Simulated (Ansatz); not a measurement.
**In₃Se: a vibration from a frozen displacement**

Theory: Ansatz, DFT PBEsol+D3(BJ), scalar-relativistic, plane waves, PAW. The runs took a 420 eV cutoff, a Γ-centred 10×10×10 mesh and Gaussian smearing (0.15 eV). No spin polarisation. Energies are free energies at this smearing, counted from the undisturbed cell; pressure is positive in compression.

Zero of the scan (relaxed at this level; it needn't be the usual structure):

```yaml
crystal:
  lattice:
    - [4.58785, 0.00000, 0.00000]
    - [0.00000, 4.58785, 0.00000]
    - [0.00000, 0.00000, 4.58785]
  atoms:
    - { symbol: In, position: [0.00000, 0.50000, 0.50000] }
    - { symbol: In, position: [0.50000, 0.00000, 0.50000] }
    - { symbol: In, position: [0.50000, 0.50000, 0.00000] }
    - { symbol: Se, position: [0.00000, 0.00000, 0.00000] }
```

Atom 4 (Se) is moved by x along the Cartesian unit vector (-1.000, 0.000, 0.000); the cell and all other atoms stay fixed. The cell's volume is 96.57 Å³; the moved atoms weigh 78.971 u together and the others 344.454 u. Some rows repeat others by symmetry and weren't run.

```csv
x (Å),ΔE (meV/cell),total force on the moved atoms along the move (eV/Å),pressure (GPa)
-0.3000,25.46,0.1896,0.5212
-0.2625,18.98,0.1569,0.3958
-0.2250,13.64,0.1286,0.2869
-0.1500,5.86,0.0803,0.1201
-0.0750,1.43,0.0385,0.0207
0.0000,0.00,0.0000,-0.0123
0.0750,1.43,-0.0385,0.0207
0.1500,5.86,-0.0803,0.1201
0.2250,13.64,-0.1286,0.2869
0.2625,18.98,-0.1569,0.3958
0.3000,25.46,-0.1896,0.5212
```

Problem. What frequency belongs to this motion?

Solution. The force constant is k = −dF/dx = 0.513 eV/Å², from the parabola through x = -0.0750, 0 and 0.0750. In every cell the moved atoms swing against the rest, so the mass is μ = m₁m₂/(m₁ + m₂) = 64.242 u, and ν̃ = 521.5 cm⁻¹ × √(|k|/μ) = 47 cm⁻¹. The pattern needn't be a normal mode: ν̃² is then a weighted mean of the squared nonzero frequencies at the zone centre of this cell, so it lies between the lowest and the highest of them.

Problem. How far does the harmonic law reach?

Solution. At x = -0.300 Å, kx²/2 = 23.10 meV against the computed 25.46 meV (+10.2 %): the well stiffens in this direction at large amplitude.

Problem. The pressure changes with x². What does that say about the frequency under compression?

Solution. With E = k(V)x²/2, k ∝ V^(−2γ) and x scaling with the cell as V^(1/3), P − P0 = −∂E/∂V = (2γ − 2/3) ΔE/V. At x = 0.1500 Å, V(P − P0) = 96.57 × 0.13233 / 160.2 eV = 79.76 meV and ΔE = 5.86 meV, so γ = 1/3 + V(P − P0)/(2ΔE) = 7.14. This is the Grüneisen parameter of the motion under uniform scaling of the cell: shrinking the cell evenly by 1 % in volume raises the frequency by about 7.14 %. Values this far from the 1 to 3 of most solids mark a soft motion whose force constant is small beside what it shares with volume.

In a metal these slopes depend on the k mesh and the smearing.

Cost: 6 runs of about 1.6 core-minutes in all, on Intel Xeon 6975P-C (Granite Rapids) (shared hosts).

Selenium sits in a shallow but stiffening well. The probable reason is a poor fit: its twelve indium neighbours lie much farther away than in ordinary indium selenides, where selenium forms a few short, directional bonds. Near the centre the pulls of opposite neighbours largely cancel. A larger displacement pushes selenium towards four indium atoms, and the growing short-range repulsion steepens the well. Uniform compression shortens all the contacts at once, which suggests a common origin for the stiffening and the large Grüneisen parameter of 7.14.

At 0.3000 Å the energy cost is only about the thermal energy at room temperature, so the harmonic 47 cm⁻¹ is a small-amplitude value. Heating at fixed volume should raise the frequency, while thermal expansion should lower it.

Cubic symmetry makes the small-displacement force constant the same in every direction, so selenium is held at its site while the indium atoms stay fixed. This doesn't establish dynamical stability: a coupled indium–selenium mode could still be unstable, and modes moving indium alone remain untested.
